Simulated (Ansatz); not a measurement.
## SnTe: pressure against volume per atom

Periodic Kohn-Sham DFT of a crystal at fixed atoms; pressure and stress are positive in compression; the energy is the free energy less that of spherical unpolarised free atoms; site moments are those in the method's own spheres, positive along +z. The results are calculated, by Ansatz 0.2.0.

Cell of the first row (space group Fm-3m, No. 225):
```
CELL_PARAMETERS angstrom
0.00000 3.09210 3.09210
3.09210 0.00000 3.09210
3.09210 3.09210 0.00000
ATOMIC_POSITIONS crystal
Sn 0.00000 0.00000 0.00000
Te 0.50000 0.50000 0.50000
```

Settings of every row: method frozen-core PAW; functional PBEsol; relativity scalar; k mesh 11x11x11; filling fermi-dirac; smearing width 0.08 eV; wave cutoff 420 eV; paw set soft_2.

Atom start moment: 0 on all atoms.

Limits: PAW files made with PBE; no spin-orbit coupling on heavy atoms.

Limits of some rows: small gap, it may come from the mesh (row 5).

| row | volume per atom (Å³) | pressure (GPa) |
| --- | --- | --- |
| 1 | 29.563 | 2.64 |
| 2 | 30.192 | 1.462 |
| 3 | 30.821 | 0.408 |
| 4 | 31.135 | -0.078 |
| 5 | 31.45 | ? |
| 6 | 31.764 | -0.971 |
| 7 | 32.079 | -1.383 |
| 8 | 32.708 | -2.141 |
| 9 | 33.337 | -2.82 |

Question: what pressure should row 5 give?

Worked fit of pressure. Take u = (V_r/V)^(2/3) − 1 with V_r = 31.45 Å³ an atom, which is twice the finite (Eulerian) strain; such expansions in the strain, on which the Birch-Murnaghan equation of state is built, carry the rest volume and the bulk modulus. The shown rows have u = 0.04211, 0.02759, 0.01356, 0.00673, -0.0066, -0.01311, -0.02581, -0.0381. Least squares give pressure = −0.5372 + 67.007 × u + 192.96 × u² + 179 × u³ GPa; a parabola predicts inner rows, each left out in turn, worse (root mean square 0.0029 against 0.00056 GPa). The rows lie off it by 0.000, 0.000, 0.001, -0.001, 0.000, 0.000, 0.000, 0.000. The pressure vanishes at u = 0.0078, or V = 31.08 Å³ an atom, and there the bulk modulus at fixed shape and fractions is B = −V dP/dV = (2/3)(1 + u) dP/du = 47.1 GPa. The withheld row has u = 0, so the fit gives −0.5372 + 67.007 × (0) + 192.96 × (0)² + 179 × (0)³ = -0.537 GPa.

The calculation gave -0.537 GPa. The fit meets it to the printed digit.
